\section*{Commuting diagonal transfer matrices and the transverse-field chain}

A transfer matrix carries a two-dimensional lattice sum from one row to the next, much as a chain matrix carries a field through a layer stack. For the square-lattice Ising model cut along its diagonals, these matrices fall into commuting families labelled by one number $k$, and each family shares its eigenvectors with a quantum spin chain. A strongly anisotropic array of two-state units (buckled dimers on Si(001) are often modelled so) then has the same diagonal correlations as an isotropic lattice with the same $k$.

\subsection*{Premises and conventions}

Spins $\sigma=\pm1$ sit on a square lattice with nearest-neighbour energies $-J_1\sigma\sigma'$ along one axis and $-J_2\sigma\sigma'$ along the other, in zero field. The reduced couplings are $K=J_1/k_BT>0$ and $L=J_2/k_BT>0$, and
\begin{equation}
k=\frac{1}{\sinh 2K\,\sinh 2L}. \label{k}
\end{equation}
Rotate the lattice by $45^\circ$. The sites then form horizontal rows of $n$ spins with no bond inside a row, and $\sigma_{n+1}=\sigma_1$. Spin $\sigma'_j$ of the upper row lies between $\sigma_j$ and $\sigma_{j+1}$ of the lower row, joined to the first by $K$ and to the second by $L$. The $2^n\times2^n$ transfer matrix and the shift matrix are
\begin{equation}
T(K,L)_{\sigma\sigma'}=\exp\sum_{j=1}^n\left(K\sigma_j\sigma'_j+L\sigma_{j+1}\sigma'_j\right),\qquad
C_{\sigma\sigma'}=\prod_j\delta(\sigma_{j+1},\sigma'_j). \label{T}
\end{equation}
Each row drifts by half a spacing, so two rows drift by one and $C^{-1}$ restores the labels. A torus of $2N$ rows has $Z=\mathrm{Tr}\,(T^2C^{-1})^N$. Translation invariance gives $[T,C]=0$. The Pauli matrix $\sigma^z_j$ reads spin $j$ and $\sigma^x_j$ flips it. Three theorems are used without proof: those of Perron and Frobenius, of Wick, and the strong limit theorem of Szeg\H{o}.

\subsection*{Step 1: the star-triangle relation}

Let a spin be joined to three spins $a,b,c$ by couplings $P_1,P_2,P_3>0$ and sum over it. The result is even under reversal of $a,b,c$, so it takes four values, which four parameters can match:
\begin{equation}
2\cosh(P_1a+P_2b+P_3c)=R\,\exp(Q_1bc+Q_2ca+Q_3ab). \label{st}
\end{equation}
This is the statistical analogue of the star-delta conversion of a resistor network. Write $c_0=2\cosh(P_1+P_2+P_3)$ and let $c_i$ be the same with the sign of $P_i$ reversed. Then $c_0=Re^{Q_1+Q_2+Q_3}$, $c_1=Re^{Q_1-Q_2-Q_3}$, and cyclically. Products of these give $c_0c_1=R^2e^{2Q_1}$, $c_2c_3=R^2e^{-2Q_1}$ and $R^4=c_0c_1c_2c_3$. With $2\cosh x\cosh y=\cosh(x+y)+\cosh(x-y)$,
\begin{equation}
2R^2\sinh2Q_1=c_0c_1-c_2c_3=2\cosh(2P_2+2P_3)-2\cosh(2P_2-2P_3)=4\sinh2P_2\sinh2P_3 .
\end{equation}
Multiplying by $\sinh 2P_1$ makes the right side symmetric, so
\begin{equation}
\sinh2Q_i\,\sinh2P_i=\frac{2\sinh2P_1\sinh2P_2\sinh2P_3}{R^2}\qquad(i=1,2,3). \label{inv}
\end{equation}
Each star leg and the opposite triangle side form a pair with one common product.

\subsection*{Step 2: commutation}

Take $(K,L)$ and $(K',L')$ with equal $k$, and name them so that $K'>K$. In $T(K,L)\,T(K',L')$ the spins $s_j$ of the middle row do not touch one another, so each is summed separately:
\begin{equation}
[T(K,L)T(K',L')]_{\sigma\sigma''}=\prod_jX(\sigma_j,\sigma_{j+1},\sigma''_{j-1},\sigma''_j),\qquad
X(a,b,c,d)=2\cosh(Ka+Lb+L'c+K'd).
\end{equation}
The product in the opposite order has $X'=2\cosh(K'a+L'b+Lc+Kd)$ in place of $X$.

Choose a star with $P_1=K'$, $P_2=L$ and $P_3$ free. The right side of \eqref{inv} is continuous in $P_3$. It vanishes at $P_3=0$, and for $P_3\to\infty$, where $R^2$ and $2\sinh2P_3$ both approach $e^{2P_3}$, it tends to $\sinh2K'\sinh2L$, which exceeds $1/k$ because $K'>K$. Some $P_3$ therefore makes it equal to $1/k$, and \eqref{inv} with \eqref{k} then forces $Q_1=L'$ and $Q_2=K$. The remaining side $Q_3$ serves as an auxiliary bond.

Multiply $X$ by $e^{Q_3ac}$ and restore the summed spin $s$. The spins $a,c,s$ form a triangle with sides $L'$ ($cs$), $K$ ($as$) and $Q_3$ ($ac$). Reading \eqref{st} from right to left replaces it by a star with a new centre $t$. After that $s$ is the centre of a star with legs $K'$ (to $d$), $L$ (to $b$) and $P_3$ (to $t$), the same three couplings, and \eqref{st} read from left to right removes it:
\begin{align}
e^{Q_3ac}X&=\sum_s e^{Q_3ac+Kas+L'cs}\,e^{s(Lb+K'd)}
=\frac1R\sum_t e^{t(K'a+Lc)}\sum_s e^{s(K'd+Lb+P_3t)}\nonumber\\
&=\sum_t e^{t(K'a+Lc)}\,e^{L'bt+Kdt+Q_3bd}=X'\,e^{Q_3bd}. \label{local}
\end{align}
The factors $R$ cancel. The auxiliary bond has moved from the left side of the cell to the right side and has exchanged the couplings on the way. The pair $bd=\sigma_{j+1}\sigma''_j$ of cell $j$ is the pair $ac$ of cell $j+1$, so in the product of \eqref{local} around the ring the auxiliary factors on the two sides are identical and cancel:
\begin{equation}
[T(K,L),T(K',L')]=0\qquad\text{if}\quad \sinh2K\sinh2L=\sinh2K'\sinh2L'. \label{comm}
\end{equation}
Relabelling indices in \eqref{T} gives $T(K,L)^{\mathsf T}=T(L,K)\,C^{-1}$. Since $(L,K)$ has the same $k$, every $T$ commutes with its transpose and is normal. A commuting family of normal matrices has a common orthonormal eigenbasis, and this basis can be chosen once for each $k$. The eigenvalues still depend on $K$ and $L$ separately.

\subsection*{Step 3: the quantum chain}

Move along the family towards $L\to0$, $K\to\infty$ at fixed $k$. From $\sinh2K=1/(k\sinh2L)$ follows $e^{-2K}=kL+O(L^3)$. A $K$ bond has the weight $e^{K\sigma_j\sigma'_j}=e^K[\delta(\sigma_j,\sigma'_j)+e^{-2K}\delta(\sigma_j,-\sigma'_j)]$. To first order in $L$ two kinds of matrix element survive. With no flip, $\sigma'=\sigma$ and the $L$ bonds give $1+L\sum_j\sigma_j\sigma_{j+1}$. With one flip the weight is $kL$. Hence
\begin{equation}
e^{-nK}T(K,L)=1-LH+O(L^2),\qquad H=-\sum_{j=1}^n\left(\sigma^z_j\sigma^z_{j+1}+k\,\sigma^x_j\right). \label{H}
\end{equation}
At the other end, $K\to0$, the roles of the bonds are exchanged and $e^{-nL}T=C\,[1-KH+O(K^2)]$. There the normalised matrix is a pure shift and its logarithmic derivative $C^{-1}\,\mathrm d(e^{-nL}T)/\mathrm dK$ along the family equals $-H$. The operator $H$ is the dimensionless Hamiltonian of the Ising chain in a transverse field $k$. Insert \eqref{H} in \eqref{comm}, divide by $L$ and let $L\to0$. The $O(L^2)$ term drops out in the limit, so
\begin{equation}
[H,T(K',L')]=0
\end{equation}
holds exactly for every member of the family. At finite $L$ the normalised $T$ is not $e^{-LH}$; the higher derivatives of $\ln T$ supply further operators that commute with $H$.

\subsection*{Step 4: the dominant eigenvector}

All entries of $T$ are positive, so by the Perron--Frobenius theorem its eigenvalue of largest modulus is simple, with a positive eigenvector $\psi_0$. Because $H$ commutes with $T$, the vector $H\psi_0$ belongs to the same simple eigenvalue, so $\psi_0$ is an eigenvector of $H$. For a large constant $\gamma$ the matrix $\gamma-H$ has non-negative entries, and for $k>0$ single flips connect all states, so the ground state of $H$ is also unique and positive. Two positive vectors cannot be orthogonal, while eigenvectors of the symmetric $H$ with different energies must be. Thus $\psi_0$ is the ground state of $H$. It is also the left eigenvector, since $T$ is normal, and $C\psi_0=\psi_0$ by uniqueness and positivity. As $N\to\infty$ the matrix $(T^2C^{-1})^N$ projects on $\psi_0$, and for two spins in one row
\begin{equation}
\mathcal C(r)=\langle\sigma_1\sigma_{1+r}\rangle=\langle\psi_0|\sigma^z_1\sigma^z_{1+r}|\psi_0\rangle .
\end{equation}
One step along a row is one $K$ bond plus one $L$ bond, so the two spins are $r$ diagonal steps apart, at distance $r\sqrt2$ in lattice spacings. The right side depends on $k$ only.

\subsection*{Step 5: solving the chain}

Define the Jordan--Wigner operators $A_j=\left(\prod_{l<j}\sigma^x_l\right)\sigma^z_j$ and $B_j=\left(\prod_{l<j}\sigma^x_l\right)\sigma^y_j$. They are Hermitian, square to 1 and anticommute with one another. From $\sigma^z\sigma^y=-i\sigma^x$ and $\sigma^y\sigma^x=-i\sigma^z$,
\begin{equation}
\sigma^x_j=iA_jB_j,\qquad \sigma^z_j\sigma^z_{j+1}=iB_jA_{j+1}.
\end{equation}
The closing bond is $\sigma^z_n\sigma^z_1=-\Pi\,iB_nA_1$ with $\Pi=\prod_l\sigma^x_l$. The positive state $\psi_0$ has $\Pi=+1$, which amounts to $A_{n+1}=-A_1$. Then $H=-i\sum_{jl}B_jW_{jl}A_l$, where the real matrix $W$ acts as $(Wv)_j=v_{j+1}-kv_j$ with an antiperiodic end. Its eigenvectors are $e^{iqj}$ with $q=(2m-1)\pi/n$, $m=1,\dots,n$, and its eigenvalues are $e^{iq}-k$. As $W$ is normal, its singular values are
\begin{equation}
\varepsilon_q=\sqrt{1+k^2-2k\cos q}.
\end{equation}
Write $W=U\varepsilon V^{\mathsf T}$ with real orthogonal $U,V$, and set $b=U^{\mathsf T}B$, $a=V^{\mathsf T}A$, which obey the same algebra. Then $H=-\sum_q\varepsilon_q\,ib_qa_q$ is a sum of commuting terms with $ib_qa_q=\pm1$. The lowest choice is $+1$ for all $q$, with energy $-\sum_q\varepsilon_q$. It must have $\Pi=+1$. At $k=0$ it is the even combination of the two aligned states and does so. Its parity is fixed by $\det UV^{\mathsf T}=\pm1$, which is continuous in $k$ because no $\varepsilon_q$ vanishes for $q\neq0$, so the parity never changes. For $n\to\infty$ the smallest $\varepsilon_q$ tends to $|1-k|$ and vanishes at $k=1$, which is Onsager's critical condition of 1944, $\sinh2K\sinh2L=1$. Low temperature means $k<1$.

In the ground state $\langle ib_qa_{q'}\rangle=\delta_{qq'}$, so $\langle iB_jA_l\rangle=(UV^{\mathsf T})_{jl}$, the matrix with the eigenvectors of $W$ and eigenvalues $(e^{iq}-k)/\varepsilon_q$, while $\langle A_jA_l\rangle=\langle B_jB_l\rangle=\delta_{jl}$. For $n\to\infty$,
\begin{equation}
\langle iB_jA_{l+1}\rangle=g_{l-j},\qquad g_p=\frac1\pi\int_0^\pi\frac{\cos pq-k\cos(p+1)q}{\varepsilon_q}\,dq. \label{g}
\end{equation}
Since $\sigma^z_1\sigma^z_{1+r}=\prod_{j=1}^riB_jA_{j+1}$ contains distinct operators, and only $BA$ contractions survive, Wick's theorem gives a Toeplitz determinant,
\begin{equation}
\mathcal C(r)=\det\,[g_{l-j}]_{j,l=1}^r,\qquad \mathcal C(1)=g_0,\qquad \mathcal C(2)=g_0^2-g_1g_{-1}. \label{det}
\end{equation}

For $k<1$, $g_0$ has a closed form. Take a triangle with sides $1$ and $k$ enclosing the angle $q$, so that the third side is $\varepsilon_q$. The angle $\varphi$ opposite side $k$ has $\cos\varphi=(1-k\cos q)/\varepsilon_q$, the integrand of $g_0$. The angle $\theta=\pi-q-\varphi$ opposite side $1$ obeys $\sin\varphi=k\sin\theta$, and $\varphi<\pi/2$ for $k<1$. With $dq=-d\theta-d\varphi$, the $\varphi$ part integrates to zero because $\varphi=0$ at both ends, while $\theta$ runs from $\pi$ to $0$:
\begin{equation}
\mathcal C(1)=\frac1\pi\int_0^\pi\sqrt{1-k^2\sin^2\theta}\,d\theta=\frac2\pi E(k),
\end{equation}
where $E$ is the complete elliptic integral of the second kind of modulus $k$. For large $r$, note that the $g_p$ are the Fourier coefficients of $[(1-ke^{-iq})/(1-ke^{iq})]^{1/2}$. The logarithm of this function has coefficients $h_0=0$ and $h_{\pm p}=\pm k^p/2p$. Szeg\H{o}'s theorem gives
\begin{equation}
\mathcal C(\infty)=\exp\sum_{p\ge1}p\,h_ph_{-p}=\exp\Big(-\frac14\sum_{p\ge1}\frac{k^{2p}}p\Big)=(1-k^2)^{1/4}.
\end{equation}
If correlations factorise at large distance in each ordered phase, this limit is $M^2$, and the spontaneous order parameter is $M=(1-k^2)^{1/8}$.

\subsection*{Range of validity}

The commutation \eqref{comm}, the operator \eqref{H} and the identification of $\psi_0$ are exact for any finite $n$ and any $k>0$. They need zero field, nearest-neighbour bonds only, couplings uniform along each row and a periodic row. A field or a second-neighbour bond spoils the use of \eqref{st} in \eqref{local}. The couplings may change from row to row provided $k$ does not, since all such matrices share $\psi_0$. A negative $J_1$ or $J_2$ can be made positive by reversing the spins on alternate lattice lines, which multiplies $\mathcal C(r)$ by $(-1)^r$ for each coupling so treated. The limits are taken in the order $N$, $n$, $r\to\infty$. Equations \eqref{g} and \eqref{det} hold on both sides of the transition, while the elliptic form and the Szeg\H{o} limit need $k<1$. Dependence on $k$ alone covers spins in one row. It does not cover the free energy, which comes from the eigenvalue, or correlations along a lattice axis, which join different rows and contain $T$ itself. The operator $H$ generates the classical lattice sum and says nothing about switching rates in real time.

\subsection*{Numerical illustration: isotropic lattice at $T=0.9\,T_c$}

For $K=L$ the condition $k=1$ reads $\sinh2K_c=1$, so $K_c=\frac12\ln(1+\sqrt2)=0.440687$. At $T=0.9\,T_c$,
\begin{equation}
K=K_c/0.9=0.489652,\qquad \sinh2K=1.143515,\qquad k=0.764744 .
\end{equation}
Equation \eqref{g} gives $g_0=0.83181$, $g_1=0.28426$ and $g_{-1}=-0.41946$. Therefore
\begin{equation}
\mathcal C(1)=0.8318,\qquad \mathcal C(2)=0.8111,\qquad \mathcal C(\infty)=0.8027,\qquad M=0.8959 .
\end{equation}
The excess over the long-range value falls from $0.0291$ at one diagonal step to $0.0084$ at two.

Now pick a partner with $K'=1$. Equal $k$ requires $\sinh2L'=1/(k\sinh2)=0.36054$, so $L'=0.17658$ and $J_1/J_2=5.66$. Setting $a=b=c=1$, $d=-1$ in \eqref{local} gives $e^{2Q_3}=\cosh(K'+L'+L-K)/\cosh(K+L+L'-K')$, so the auxiliary bond that proves the commutation of this pair is $Q_3=0.2811$. The partner is not at $0.9$ of its own critical temperature. Its ratio $t=T/T_c$ solves $\sinh(2K't)\sinh(2L't)=1$, which gives $t=0.9155$.

To attach laboratory units, assume for illustration $T_c=300$~K for the isotropic lattice. Then $J=K_ck_BT_c=11.39$~meV and $T=270$~K, where $k_BT=23.27$~meV. An anisotropic lattice at the same 270~K with $J_1=23.27$~meV and $J_2=4.11$~meV has the same $k$. These energies are the model's and describe no particular material. Both lattices have the diagonal-neighbour correlation $0.8318$ and the order parameter $0.8959$.